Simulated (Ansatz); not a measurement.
# Swapping CH3 for Cl on Si: the atomisation energy

On one Si centre, n of the CH3 ligands are replaced by Cl. The atomisation energy (no zero-point term) y in kJ/mol at CCSD(T)/CBS estimate. Shapes, held fixed at every level: PBE0-D4/def2-TZVP. Programs: Ansatz 0.2.0.

| molecule | n | y (kJ/mol) |
| --- | --- | --- |
| Si(CH3)4 | 0 | 6457 |
| Si(CH3)3Cl | 1 | ? |
| Si(CH3)2Cl2 | 2 | 4067 |
| Si(CH3)Cl3 | 3 | 2851 |
| SiCl4 | 4 | 1620 |

Q: Fit y = c + s·n to the known rows and predict Si(CH3)3Cl.

A: 
1. Means of the 4 rows: n = 2.25000, y = 3748.8.
2. Σ(Δn)² = 8.75, Σ(Δn·Δy) = -10572, so the slope is -10572/8.75 = -1208.2.
3. Intercept: 3748.8 − (-1208.2) × 2.25000 = 6467.2. The largest residual of the fit is 16.
4. Si(CH3)3Cl: 6467.2 + (-1208.2) × 1 = 5259 kJ/mol.

The run gave 5269 kJ/mol, so the prediction is off by -10 kJ/mol, within the scatter of the fit. The steps per swap are -1188, -1202, -1216, -1231 kJ/mol. The slope is the difference between a Si–Cl and a Si–CH3 bond with the ligands’ own bonds. Other levels give for Si(CH3)3Cl: HF/def2-SVP 4064; HF/def2-TZVPP 4047; PBE-D4/def2-TZVPP 5316 kJ/mol. Spin-orbit coupling of the free atoms (CH3 0, Cl 4 kJ/mol each; the atoms kept shift only the intercept) is left out. The CBS estimate extrapolates MP2 from def2-TZVPP and def2-QZVPP and adds CCSD(T) − MP2 in the triple-zeta set, cores frozen.

The fall in atomisation energy on chlorination does not mean that Si–Cl is weaker than Si–C; it is in fact the stronger bond. Each swap also removes a methyl group with its three C–H bonds, and that loss dominates the slope.

The steps grow steadily from -1188 to -1231 kJ/mol, so the miss for Si(CH3)3Cl is mainly curvature rather than random scatter. The mixed silanes lie above a straight line between the end members, which energetically favours them over redistribution to Si(CH3)4 and SiCl4. A probable reason is that electron-releasing methyl groups support the strongly polarised Si–Cl bonds, whereas several chlorines compete for density from the same silicon.

Hartree–Fock falls far short in both basis sets, chiefly because it lacks the correlation energy gained when electrons pair into bonds, while PBE modestly overbinds. The totals alone do not separate a change in Si–Cl strength from a change in the remaining Si–C bonds.
